**Spin-orbit constants of 2p and 3p in Ba38+ to Ba44+**

The table holds ζ for the 2p and 3p subshells with the bare nucleus, a screened nucleus and the mean-field two-electron term, from an X2C operator on non-relativistic unrestricted Hartree-Fock orbitals. The program tests the screened hydrogenic model ζ = α² Z Zeff³/(6n³), with Zeff taken from subshell radii or fitted linearly in the 3p count over Ba38+ to Ba43+, and the Landé form as an alternative. The model without fitting lies 3.5 to 6.2 % above the bare values, and ζ follows the radius with an exponent near −2.4 instead of −3. The screened column equals the bare one times 54/56, while the mean-field term removes about 2.9 to 3.0 nuclear charges from both subshells. Ba44+ lies about 8000 cm⁻¹ below the 2p trend, where the basis exponents change, and the 3p splitting of 70 to 75 eV places the ions with two to four 3p electrons near jj coupling.

Calculated values. Spin-orbit constants ζ (operator ζ l·s) of Ba ions in their ground configurations, from PySCF 2.14.0 with the X2C one-electron operator: bare nucleus, screened-nucleus factors, or mean-field two-electron term. The orbitals are non-relativistic unrestricted Hartree-Fock at highest spin, with a point nucleus and even-tempered basis sets up to f, rescaled along the series.

## Program and output

```python
# Table: spin-orbit constants zeta(2p), zeta(3p) of Ba38+..Ba44+ (PySCF, non-relativistic UHF orbitals,
# X2C one-electron operator; bare, screened nucleus, mean field). Tested: screened hydrogenic model
# zeta = alpha^2 Z Zeff^3/(6 n^3), the Lande form, two-electron screening, the irregular Ba44+ row.
T = {
    'species': ['Ba38+', 'Ba39+', 'Ba40+', 'Ba41+', 'Ba42+', 'Ba43+', 'Ba44+'],
    'N': [18, 17, 16, 15, 14, 13, 12],
    'config': ['[Ar]', '[Ne] 3s2 3p5', '[Ne] 3s2 3p4', '[Ne] 3s2 3p3', '[Ne] 3s2 3p2', '[Ne] 3s2 3p1', '[Ne] 3s2'],
    'nbf': ['16s 10p 5d 4f', '16s 10p 5d 4f', '16s 10p 5d 4f', '16s 10p 4d 4f', '16s 10p 4d 4f', '16s 10p 4d 4f', '16s 10p 4d 4f'],
    'z_2p_bare': [1717.22, 1721.27, 1726.33, 1731.55, 1736.68, 1741.93, 1739.02],  # 1000/cm
    'z_2p_screened': [1655.89, 1659.8, 1664.68, 1669.7, 1674.66, 1679.72, 1676.91],  # 1000/cm
    'z_2p_mean_field': [1626.06, 1630.35, 1635.62, 1641.05, 1646.42, 1651.92, 1649.59],  # 1000/cm
    'z_3p_bare': [396.038, 403.018, 409.098, 415.081, 421.025, 427.022, None],  # 1000/cm
    'z_3p_screened': [381.894, 388.625, 394.487, 400.257, 405.989, 411.771, None],  # 1000/cm
    'z_3p_mean_field': [375.005, 381.728, 387.6, 393.384, 399.135, 404.94, None],  # 1000/cm
}
import numpy as np
from scipy.constants import alpha, physical_constants as pc
Z = 56
Eh = pc['hartree-inverse meter relationship'][0]/1e5   # 1000/cm per hartree
eV = pc['Hartree energy in eV'][0]
sp = T['species']; N = np.array(T['N'], float); m = N-12; q = Z-N
g = lambda k: np.array([v for v in T[k] if v is not None], float)
b2, s2, f2 = g('z_2p_bare'), g('z_2p_screened'), g('z_2p_mean_field')
b3, s3, f3 = g('z_3p_bare'), g('z_3p_screened'), g('z_3p_mean_field')
# further outputs of the same runs: rms radii (bohr), total and kinetic energy (hartree), p exponent
r2 = np.array([.10744, .10731, .10719, .10706, .10693, .10679, .10665])
r3 = np.array([.28765, .28569, .28368, .2821, .28036, .27862])
E = np.array([-6714.75459, -6611.99678, -6506.26855, -6397.45146, -6284.6735, -6168.83106, -6049.84329])
K = np.array([6716.04495, 6613.41754, 6507.71862, 6398.47964, 6285.83882, 6170.02098, 6050.07301])
pmin = [9, 9, 9, 10, 10, 10, 12]
row = lambda a, f: ' '.join(f % x for x in a)
h2, h3 = alpha**2*Z**4/48*Eh, alpha**2*Z**4/162*Eh
print('zeta in 1000/cm; rounding +-0.005 (2p), +-0.0005 (3p); rows', ' '.join(sp))
print('unscreened hydrogenic Z=56: 2p %.1f, 3p %.1f, ratio %.3f; (Z alpha)^2 = %.3f' % (h2, h3, h2/h3, (Z*alpha)**2))
print('bare / hydrogenic, Ba38+: 2p %.3f, 3p %.3f' % (b2[0]/h2, b3[0]/h3))
print('ratio 2p/3p bare:', row(b2[:6]/b3, '%.3f'))
print('steps bare 2p:', row(np.diff(b2), '%+.2f'), '| mean field:', row(np.diff(f2), '%+.2f'))
print('steps bare 3p:', row(np.diff(b3), '%+.2f'), '| mean field:', row(np.diff(f3), '%+.2f'))
print('rise Ba38+ to Ba43+ (%%): bare 2p %.2f, 3p %.2f; mean field 2p %.2f, 3p %.2f' % tuple(100*(a[5]/a[0]-1) for a in (b2, b3, f2, f3)))
print('radius change Ba38+ to Ba43+ (%%): 2p %.2f, 3p %.2f' % (100*(r2[5]/r2[0]-1), 100*(r3[5]/r3[0]-1)))
ex = {}
for n, b, r, h, c in (('2p', b2, r2, h2, 30), ('3p', b3, r3, h3, 180)):
    k = len(b); Zr = np.sqrt(c)/r; Zz = Z*(b/h)**(1/3)
    print(n, 'Zeff from radius:', row(Zr, '%.2f'), '| per 3p electron %.3f' % -np.polyfit(m[:6], Zr[:6], 1)[0])
    print(n, 'no-fit model, error (%):', row(100*(h*(Zr/Z)**3/b-1), '%+.2f'))
    p = np.polyfit(m[:6], Zz[:6], 1)
    print(n, 'Zeff from zeta:', row(Zz, '%.2f'), '| fit %.3f - %.4f x (3p count)' % (p[1], -p[0]))
    print(n, 'table minus that fit (Ba38+..43+ fitted):', row(b-h*(np.polyval(p, m[:k])/Z)**3, '%+.2f'))
    w = np.polyfit(np.log(r[:6]), np.log(b[:6]), 1); ex[n] = -w[0]
    print(n, 'zeta ~ radius^-%.2f (hydrogenic 3); table minus fit:' % ex[n], row(b-np.exp(np.polyval(w, np.log(r))), '%+.2f'))
print('radius rounding alone moves the 2p power-law value by +-%.2f' % (ex['2p']*5e-6/r2[6]*b2[6]))
print('mean radius of the 2p r^-3 weight, hydrogenic 2/Zeff: %.3f bohr' % (2*r2[0]/np.sqrt(30)))
print('3p exponent against (q+1): %.2f; fixed n* Lande form 2 would give rise %.1f %%' % (np.polyfit(np.log(q[:6]+1), np.log(b3), 1)[0], 100*(((q[5]+1)/(q[0]+1))**2-1)))
eps = np.array([(106.394363+2*105.963386)/3, 118.958066])   # alpha 3p orbital energies of the runs, Ba39+, Ba43+
i = [1, 5]; ns = (q[i]+1)/np.sqrt(2*eps); L = alpha**2*(q[i]+1)**2/(6*ns**3)*Eh
print('Lande, Ba39+ and Ba43+: n*', row(ns, '%.3f'), '; Zi needed', row(np.sqrt(b3[i]/L), '%.2f'))
print('Lande rise Ba39+ to Ba43+ %.2f %%, table bare %.2f %%' % (100*(L[1]/L[0]-1), 100*(b3[5]/b3[1]-1)))
dev = max(abs(s2/b2-54/56).max(), abs(s3/b3-54/56).max())
print('screened/bare = 54/56 = %.6f, largest deviation %.1e (rounding about 6e-06)' % (54/56, dev))
c2, c3 = Z*(1-f2/b2), Z*(1-f3/b3)
print('mean-field cut 2p:', row(b2-f2, '%.2f'), '| %:', row(100*c2/Z, '%.2f'))
print('charges removed 2p:', row(c2, '%.3f'), '| steps', row(np.diff(c2), '%+.3f'))
print('charges removed 3p:', row(c3, '%.3f'), '| 3p minus 2p', row(c3-c2[:6], '%+.4f'))
print('screened above mean field (%%): 2p %.2f to %.2f, 3p %.2f to %.2f' % tuple(100*x for x in (s2[0]/f2[0]-1, s2[6]/f2[6]-1, s3[0]/f3[0]-1, s3[5]/f3[5]-1)))
st = np.diff(b2)[1:5].mean(); sh = b2[5]+st-b2[6]
print('Ba44+ bare 2p: usual step %.2f, expected %.2f, shortfall %.2f (%.2f %%)' % (st, b2[5]+st, sh, 100*sh/b2[6]))
print('smallest p exponent (bohr^-2):', pmin, '| kinetic + total (hartree):', row(K+E, '%.2f'))
z = f3/Eh*eV
print('mean-field zeta 3p (eV):', row(z, '%.2f'), '| 1.5 zeta:', row(1.5*z, '%.1f'))
print('1.5 zeta 2p, mean field (eV): %.0f to %.0f' % (1.5*f2[0]/Eh*eV, 1.5*f2[5]/Eh*eV))
print('Ba43+ empty 3p alpha-beta gap %.1f eV; doubled, rough 3P-1D spacing %.0f eV' % ((115.81623-115.622374)*eV, 2*(115.81623-115.622374)*eV))
for j, ls, jj in ((2, -0.5, -1.0), (3, 0.0, -1.5), (4, -1.0, -2.0)):
    print('%s spin-orbit energy (eV): LS first order %.1f, jj filling %.1f' % (sp[j], ls*z[j], jj*z[j]))
assert dev < 1e-5
assert (np.diff(b2)[:5] > 0).all() and b2[6] < b2[5] and r2[6] < r2[5]
assert 2 < ex['2p'] < 3 and 2 < ex['3p'] < 3
assert (b2[:6]/b3 > 27/8).all() and (np.diff(b2[:6]/b3) < 0).all()
```

Running it gives:

```
zeta in 1000/cm; rounding +-0.005 (2p), +-0.0005 (3p); rows Ba38+ Ba39+ Ba40+ Ba41+ Ba42+ Ba43+ Ba44+
unscreened hydrogenic Z=56: 2p 2394.6, 3p 709.5, ratio 3.375; (Z alpha)^2 = 0.167
bare / hydrogenic, Ba38+: 2p 0.717, 3p 0.558
ratio 2p/3p bare: 4.336 4.271 4.220 4.172 4.125 4.079
steps bare 2p: +4.05 +5.06 +5.22 +5.13 +5.25 -2.91 | mean field: +4.29 +5.27 +5.43 +5.37 +5.50 -2.33
steps bare 3p: +6.98 +6.08 +5.98 +5.94 +6.00 | mean field: +6.72 +5.87 +5.78 +5.75 +5.81
rise Ba38+ to Ba43+ (%): bare 2p 1.44, 3p 7.82; mean field 2p 1.59, 3p 7.98
radius change Ba38+ to Ba43+ (%): 2p -0.60, 3p -3.14
2p Zeff from radius: 50.98 51.04 51.10 51.16 51.22 51.29 51.36 | per 3p electron 0.062
2p no-fit model, error (%): +5.20 +5.34 +5.38 +5.45 +5.52 +5.61 +6.21
2p Zeff from zeta: 50.13 50.16 50.21 50.26 50.31 50.36 50.34 | fit 50.410 - 0.0484 x (3p count)
2p table minus that fit (Ba38+..43+ fitted): +0.54 -0.39 -0.32 -0.10 +0.02 +0.25 -7.69
2p zeta ~ radius^-2.40 (hydrogenic 3); table minus fit: +0.41 -0.53 -0.10 +0.09 +0.17 -0.04 -8.44
3p Zeff from radius: 46.64 46.96 47.29 47.56 47.85 48.15 | per 3p electron 0.300
3p no-fit model, error (%): +3.51 +3.82 +4.47 +4.70 +5.16 +5.64
3p Zeff from zeta: 46.11 46.38 46.61 46.84 47.06 47.28 | fit 47.525 - 0.2323 x (3p count)
3p table minus that fit (Ba38+..43+ fitted): -0.59 +0.37 +0.37 +0.21 -0.05 -0.32
3p zeta ~ radius^-2.36 (hydrogenic 3); table minus fit: -0.19 +0.35 -0.33 +0.23 +0.08 -0.14
radius rounding alone moves the 2p power-law value by +-0.20
mean radius of the 2p r^-3 weight, hydrogenic 2/Zeff: 0.039 bohr
3p exponent against (q+1): 0.62; fixed n* Lande form 2 would give rise 27.3 %
Lande, Ba39+ and Ba43+: n* 2.746 2.853 ; Zi needed 51.74 51.27
Lande rise Ba39+ to Ba43+ 7.92 %, table bare 5.96 %
screened/bare = 54/56 = 0.964286, largest deviation 5.2e-06 (rounding about 6e-06)
mean-field cut 2p: 91.16 90.92 90.71 90.50 90.26 90.01 89.43 | %: 5.31 5.28 5.25 5.23 5.20 5.17 5.14
charges removed 2p: 2.973 2.958 2.943 2.927 2.910 2.894 2.880 | steps -0.015 -0.015 -0.016 -0.016 -0.017 -0.014
charges removed 3p: 2.974 2.958 2.943 2.927 2.912 2.896 | 3p minus 2p +0.0013 +0.0003 +0.0003 +0.0004 +0.0011 +0.0022
screened above mean field (%): 2p 1.83 to 1.66, 3p 1.84 to 1.69
Ba44+ bare 2p: usual step 5.17, expected 1747.10, shortfall 8.08 (0.46 %)
smallest p exponent (bohr^-2): [9, 9, 9, 10, 10, 10, 12] | kinetic + total (hartree): 1.29 1.42 1.45 1.03 1.17 1.19 0.23
mean-field zeta 3p (eV): 46.49 47.33 48.06 48.77 49.49 50.21 | 1.5 zeta: 69.7 71.0 72.1 73.2 74.2 75.3
1.5 zeta 2p, mean field (eV): 302 to 307
Ba43+ empty 3p alpha-beta gap 5.3 eV; doubled, rough 3P-1D spacing 11 eV
Ba40+ spin-orbit energy (eV): LS first order -24.0, jj filling -48.1
Ba41+ spin-orbit energy (eV): LS first order 0.0, jj filling -73.2
Ba42+ spin-orbit energy (eV): LS first order -49.5, jj filling -99.0
```
